# How much of a computed NMR shift belongs to the conformer? An aminosilanol

**Q.** I have GIAO shifts at the PBE0 level for CH$_3$NH–Si(CH$_3$)(OH)–OCH(CH$_3$)$_2$. What sizes should I carry in my head when I read them?

**A.** Three scales matter. The atoms bonded to a carbon move its shift by tens of ppm, and the four kinds of carbon here span 63.5 ppm. A change of conformer, in which several bonds may turn, moves carbon by up to about 2 ppm, silicon by up to 2.6 ppm, nitrogen by up to 3.6 ppm, and protons by up to about half a ppm among the four conformers tabulated below. A fifth, sparsely populated conformer that also enters the average widens the range to about 5.4 ppm for nitrogen and 2.6 ppm for carbon (C7). Doubt about the conformer populations moves the averages by tenths of a ppm for N, Si and two of the carbons, and by hundredths or less for the rest.

GIAO NMR shifts of CH$_3$NH–Si(CH$_3$)(OH)–OCH(CH$_3$)$_2$ (neutral singlet, no solvent) from PySCF 2.14.0 at PBE0/6-31G(d) on GFN2-xTB geometries (tblite 0.8.0), with references at the same level. The average runs over all six conformers kept, with Boltzmann weights at 298.15 K from PBE0-D3(BJ)/6-31G(d) energies and GFN2-xTB free-energy terms.

```tsv
atom	nucleus	count	reference	shift in conformer 1 (ppm)	shift in conformer 2 (ppm)	shift in conformer 3 (ppm)	shift in conformer 4 (ppm)	averaged shift (ppm)
1	13C	1	TMS	28.90	28.70	28.90	28.90	28.90
2	15N	1	NH3	25.30	21.70	24.20	22.70	24.30
3	29Si	1	TMS	-25.50	-22.90	-23.80	-24.10	-24.60
4	13C	1	TMS	0.10	-1.80	-0.90	-0.90	-0.50
7	13C	1	TMS	63.20	62.10	63.30	63.50	63.00
8	13C	1	TMS	26.50	26.30	26.60	26.60	26.40
9	13C	1	TMS	26.10	26.60	26.00	26.50	26.20
1	1H	3	TMS	2.72	2.56	2.68	2.68	2.68
2	1H	1	TMS	0.11	0.10	0.14	0.00	0.11
4	1H	3	TMS	-0.16	-0.01	0.00	-0.02	-0.10
5	1H	1	TMS	1.79	1.48	1.77	1.60	1.71
7	1H	1	TMS	4.65	4.68	4.53	4.19	4.64
8	1H	3	TMS	1.21	1.15	1.11	1.16	1.19
9	1H	3	TMS	1.15	1.15	1.13	1.17	1.15
```

The chain is C1–N2–Si3–O6–C7, with the methyl C4 and the hydroxyl O5 on silicon and the methyls C8 and C9 on C7. Each H takes the number of its carrier, and the count is the number of nuclei averaged in a row. A shift $\delta$ is the shielding of the reference minus the shielding here, so a larger $\delta$ means a less shielded nucleus. Every conformer is a neutral closed-shell singlet with a converged NMR run, so the entries along a row compare directly.

**Q.** Why is C7 so far above C4, and would the order survive if silicon were carbon?

**A.** In every tabulated conformer the order is C7 (on O), C1 (on N), C8 and C9 (on C), C4 (on Si), and the attached protons follow the same order. The main argument is inductive: an electronegative neighbour draws density from the CH unit and deshields it. C4 and H4 lie near zero because the reference, TMS, is itself a methyl on silicon. A straight line against rough recalled Pauling electronegativities, fitted to the four methyl groups, has a slope of 2.4 ppm per unit for $^1$H. Its worst error is 11 % of the fitted range.

The same line for $^{13}$C errs by up to 17 % of its range, because C1 lies only 2.5 ppm above C8 although nitrogen is clearly more electronegative than carbon. Differences in carbon shielding come mostly from the paramagnetic term, which responds to every heavy atom one or two bonds away. C7 was kept out of the fit because it is a CH with two extra carbon neighbours, and it lies 18 ppm above the line. An empirical increment, recalled as roughly 9 ppm per attached carbon, is compatible with that excess. With carbon in place of silicon, the argument sends C4 up towards C8 and C9, which are the methyls on carbon already in this molecule. C7 should therefore stay well above C4, with a smaller gap.

**Q.** How is the averaged shift built, and can I check it by hand?

**A.** Rotation about these single bonds is taken to be fast on the NMR time scale, so the signal is a population average, $\langle\delta\rangle=\sum_i w_i\delta_i$. The weights are $w_i\propto e^{-G_i/RT}$, where $G_i$ is the free energy of conformer $i$ and $RT=0.592$ kcal/mol. The calculation kept six conformers, and the four leading ones hold 98.1 % of the kept weight. With their weights in per cent, nitrogen gives

$$\langle\delta_{\rm N}\rangle=\frac{63.1(25.3)+23.8(21.7)+10.1(24.2)+1.1(22.7)}{98.1}=24.28\ \text{ppm}.$$

The table has 24.3 ppm, and all fourteen rows agree in this way to within one rounding step. The agreement is built into the calculation and checks the arithmetic only. The weights themselves show that conformer 1 dominates and that conformer 4 hardly counts. The largest proton spread between the tabulated conformers, 0.49 ppm for H7, comes from conformer 4 and leaves almost no trace in the average.

**Q.** Is the $\gamma$-gauche effect visible?

**A.** A change of the expected sign is visible for one carbon. Two atoms are $\gamma$ to each other when three bonds separate them, as in C1–N2–Si3–C4, and the empirical rule is that a carbon is more shielded when a heavy $\gamma$ partner is gauche (torsion near $\pm60^\circ$) than when it is anti (near $180^\circ$). Of the listed torsions, the one that differs most between conformers 1 and 3 is C1–N2–Si3–O5, which goes from $63^\circ$ to $-67^\circ$. The three substituents on silicon are spaced by about $120^\circ$ around the N–Si axis, and the handedness of the silicon centre fixes their order. With that ideal spacing C1 is anti to C4 in conformer 1 and gauche to it in the other three.

The numbers show the expected pattern: from conformer 1 to 3, C4 falls by 1.0 ppm while its protons rise by 0.16 ppm. A steric reading is that crowding of the two methyls pushes C–H bond density from H towards C, which gives these opposite signs. That reading is argued and not isolated here, because the same rotation also turns the nitrogen lone pair and moves silicon by 1.7 ppm. C1 gives the steric reading no support. Crowding is mutual, and C1 becomes gauche to C4 in the same step, yet its shift stays put. It loses O6 as a gauche partner at the same time, so two changes may cancel.

The counting model is $\delta=a+bn$, with $n$ the number of gauche heavy partners across silicon. Fitted to the four C4 values it gives $b=-1.3$ ppm, and conformer 1 is matched by construction because it alone has $n=1$. The model fails in conformer 2, where the isopropoxy group has also turned and O5–Si3–O6–C7 is $48^\circ$ instead of nearly anti. There C4 lies a further 0.9 ppm below conformer 3 at the same count, and C7 drops by 1.2 ppm although it only trades N for O5 as a gauche partner. The hydroxyl and the isopropyl group have turned as well, so no single cause is shown. Nitrogen loses its gauche partner in conformer 2 and is nevertheless most shielded there, so its shift must follow something else.

**Q.** What does nitrogen follow, then? A hydrogen bond from the OH group?

**A.** Its shift changes along with the rotation of the hydroxyl, as that of the OH proton does, but this can't be the whole cause. By the listed torsions the closest pair is conformers 3 and 4, where O6–Si3–O5–H5 turns from $-25^\circ$ to $42^\circ$ and the other three change little. Nitrogen falls by 1.5 ppm and H5 by 0.17 ppm. The nitrogen pyramid also inverts between these two conformers, however, which moves the N–H bond and the lone pair, so neither change can be credited to the hydroxyl alone. Over all four conformers both shifts fall steadily as the size of this torsion grows, in the order 1, 3, 4, 2. For nitrogen that order may be partly accidental. Between conformers 1 and 3 it falls by 1.1 ppm although the hydroxyl turns by only 9°, and the large change among the listed torsions is the rotation about N–Si. These torsions don't show which way the nitrogen pyramid points, so an inversion may play a part in other pairs too.

From conformer 3 to 4 the rotation carries H5 away from O6 and towards N at the same time, so even the hydroxyl's share of the change has two readings. I fitted $\delta=a+b\cos\varphi$ to the four conformers, with $\varphi$ the torsion of H5 to O6 or to N2. For H5 the rms misfit is 0.03 or 0.02 ppm, and for N it is about 0.5 ppm either way, against a spread of 3.6 ppm. Four points and two parameters do not choose between the two angles. The other torsions move as well, and neither fit accounts for the inversion at nitrogen.

A hydrogen bond normally deshields its proton, whereas H5 becomes more shielded as it nears nitrogen. That sign speaks against an O–H···N bond as the cause, though not decisively, since the inversion at nitrogen may shift H5 too. A weak contact with O6 that deshields H5 when the two are nearly eclipsed would have the right sign, but it is a guess that nothing here tests.

**Q.** What happens to the averages if I change the temperature, or if the energies are somewhat wrong?

**A.** Differentiating the weighted sum gives the rule. Since $\partial w_i/\partial G_1=-w_1(\delta_{i1}^{K}-w_i)/RT$, with $\delta_{i1}^{K}$ equal to one for $i=1$ and zero otherwise, summing over the shifts yields

$$\frac{\partial\langle\delta\rangle}{\partial G_1}=-\frac{w_1\,(\delta_1-\langle\delta\rangle)}{RT}.$$

To first order, an average therefore responds to an error in $G_1$ only if the leading conformer differs from the mean. For nitrogen $w_1=63.1/98.1=0.643$, and raising conformer 1 by 0.5 kcal/mol gives

$$\Delta\langle\delta_{\rm N}\rangle\approx-\frac{0.643\,(25.3-24.28)}{0.592}\times0.5=-0.55\ \text{ppm}.$$

Full reweighting gives $-0.59$ ppm, with no fitted parameter in either number. The trial error of half a kcal/mol is my choice, and it is plausible for this functional and small basis on GFN2-xTB geometries. The noise in the relative energies, some hundredths of a kcal/mol in the data makers' tests on other systems, is far smaller. An error of half a kcal/mol matters because conformer 2 lies only 0.58 kcal/mol above conformer 1, so the two would become almost equally populated. Silicon would then move by about 0.5 ppm, C4 by 0.3 ppm, and the other carbons and all protons by less.

Temperature does less. With the free-energy gaps held fixed, which neglects entropy differences, going to 250 or 350 K moves nitrogen and silicon by about 0.1 ppm and every proton by less than 0.01 ppm. The conformer set is a further limit, since the six kept cover 82.7 % of the GFN2-xTB weight. If the remaining conformers have shifts inside the range seen here, and the same share of the weight at the DFT level, they would move nitrogen by less than about 0.9 ppm, a loose bound taken as 17.3 % of the 5.4 ppm spread that includes the fifth conformer. The printed output after this text lists these changes row by row, but it takes the spread from the four tabulated conformers only and so has 0.6 ppm for this bound.

**Q.** Which digits can I take to the spectrometer?

**A.** The order of the four carbon types is the same in all four tabulated conformers, and the smallest gap, C1 over C8 and C9, exceeds 2 ppm in each of them. A gap that small can still lie within the error of unscaled shifts, so only the places of C7 at the top and C4 at the bottom are safe. The tenths of N and Si are not safe, because the populations alone blur them. C8 and C9 may differ, being diastereotopic next to a stereogenic silicon, but their averages are only 0.2 ppm apart. The order reverses in conformer 2, so the pair supports no assignment.

Absolute values are weaker than differences. The shifts are unscaled, and an unscaled $^{29}$Si shift can be off by tens of ppm, a figure from the data makers' tests on other systems and not from these runs. Nitrogen is referred to an isolated NH$_3$ molecule, which is roughly 20 ppm (a recalled size) more shielded than liquid ammonia. The NH and OH protons are those of a lone molecule, without exchange or hydrogen bonds to solvent, and should not be matched to a solution spectrum. Differences along a row should be better, because errors of basis and functional largely cancel for the same nucleus in the same bonding, though this is an argument and not a test.

Amino- and alkoxysilanes serve as precursors for silicon oxide films, and partly hydrolysed species of this kind are followed by $^{29}$Si NMR. The spread of silicon over the four tabulated conformers is 2.6 ppm, well below the possible error of the absolute shift. Identifying such a species by calculation therefore needs scaling against related known silanes before it needs a finer conformer search.

Printed output of the fit:

```
G relative to conformer 1 (kcal/mol): -0.00 0.58 1.09 2.40 ; RT = 0.592; weight shown 98.1 %
weights % of four: 250 K: 70 22 8 1 | 350 K: 60 26 13 2 | G1-0.5: 81 13 6 1 | G1+0.5: 44 38 16 2
ppm: sum of 4, minus table, spread | change at 250 K, 350 K, G1-0.5, G1+0.5 | 17.3 % x spread
C1    28.851 -0.049 0.20 | +0.005 -0.003 +0.022 -0.028 | 0.03
N2    24.284 -0.016 3.60 | +0.130 -0.106 +0.467 -0.588 | 0.62
Si3  -24.678 -0.078 2.60 | -0.113 +0.093 -0.378 +0.476 | 0.45
C4    -0.475 +0.025 1.90 | +0.077 -0.063 +0.265 -0.333 | 0.33
C7    62.947 -0.053 1.40 | +0.023 -0.014 +0.117 -0.147 | 0.24
C8    26.463 +0.063 0.30 | +0.002 -0.000 +0.017 -0.021 | 0.05
C9    26.215 +0.015 0.60 | -0.012 +0.009 -0.053 +0.067 | 0.10
H1     2.677 -0.003 0.16 | +0.005 -0.004 +0.020 -0.025 | 0.03
H2     0.109 -0.001 0.14 | +0.000 -0.000 +0.000 -0.000 | 0.02
H4    -0.106 -0.006 0.16 | -0.008 +0.007 -0.025 +0.032 | 0.03
H5     1.711 +0.001 0.31 | +0.009 -0.007 +0.037 -0.046 | 0.05
H7     4.640 -0.000 0.49 | +0.005 -0.006 +0.005 -0.006 | 0.08
H8     1.185 -0.005 0.10 | +0.004 -0.004 +0.012 -0.015 | 0.02
H9     1.148 -0.002 0.04 | +0.000 -0.000 +0.001 -0.001 | 0.01
rounding step 0.1 (C, N, Si), 0.01 (H); worst row Si3 at 0.78 steps, rounding allows 1
torsions (deg), conformers 1-4: C1-N-Si-O5 63 -68 -67 -57 | C1-N-Si-C4 -177 52 53 63
torsions (deg), conformers 1-4: C1-N-Si-O6 -57 172 173 -177 | C7-O-Si-O5 -173 48 -174 176
torsions (deg), conformers 1-4: C7-O-Si-N2 -53 168 -54 -64 | C7-O-Si-C4 67 -72 66 56
torsions (deg), conformers 1-4: H5-O-Si-O6 -16 65 -25 42 | H5-O-Si-N2 -136 -55 -145 -78
C4 gauche heavy partners across Si: 1 2 2 2; shift minus conformer 1: 0.0 -1.9 -1.0 -1.0 ppm; slope -1.30, residuals 0.0 -0.6 0.3 0.3
C1 gauche heavy partners across Si: 2 2 2 2; shift minus conformer 1: 0.0 -0.2 0.0 0.0 ppm
C7 gauche heavy partners across Si: 2 2 2 2; shift minus conformer 1: 0.0 -1.1 0.1 0.3 ppm
N2 gauche heavy partners across Si: 1 0 1 1; shift minus conformer 1: 0.0 -3.6 -1.1 -2.6 ppm; slope +2.37, residuals 1.2 0.0 0.1 -1.4
conformer 3 minus 1 (ppm): C1 +0.00, C4 -1.00, H4 +0.16, C7 +0.10, H7 -0.12, N2 -1.10, Si3 +1.70, H5 -0.02
conformer 2 minus 3 (ppm): C1 -0.20, C4 -0.90, H4 -0.01, C7 -1.20, H7 +0.15, N2 -2.50, Si3 +0.90, H5 -0.29
conformer 4 minus 3 (ppm): C1 +0.00, C4 +0.00, H4 -0.02, C7 +0.20, H7 -0.34, N2 -1.50, Si3 -0.30, H5 -0.17
H5 = 1.21 +0.59 cos(H5-O-Si-O6); residuals 0.010 0.018 0.023 -0.051; rms 0.030 ppm
H5 = 1.62 -0.21 cos(H5-O-Si-N2); residuals 0.018 -0.019 -0.023 0.024; rms 0.021 ppm
N2 = 18.80 +6.17 cos(H5-O-Si-O6); residuals 0.574 0.295 -0.187 -0.681; rms 0.478 ppm
N2 = 23.06 -2.18 cos(H5-O-Si-N2); residuals 0.671 -0.114 -0.646 0.090; rms 0.471 ppm
methyl H4 H8 H9 H1: slope 2.41 ppm per unit, residuals 0.17 -0.22 -0.26 0.31, worst 11 % of range
  H7 (CH on O, not fitted): line 3.34, table 4.64, excess +1.30 ppm
methyl C4 C8 C9 C1: slope 28.66 ppm per unit, residuals -2.84 4.00 3.80 -4.96, worst 17 % of range
  C7 (CH on O, not fitted): line 45.33, table 63.00, excess +17.67 ppm
averages: C7-C1 34.1, C1-C8 2.5, C8-C4 26.9, C7-C4 63.5 ppm
C8-C9 by conformer 0.4 -0.3 0.6 0.1 average 0.2 ppm
H8-H9 by conformer 0.06 0.00 -0.02 -0.01 average 0.04 ppm
```
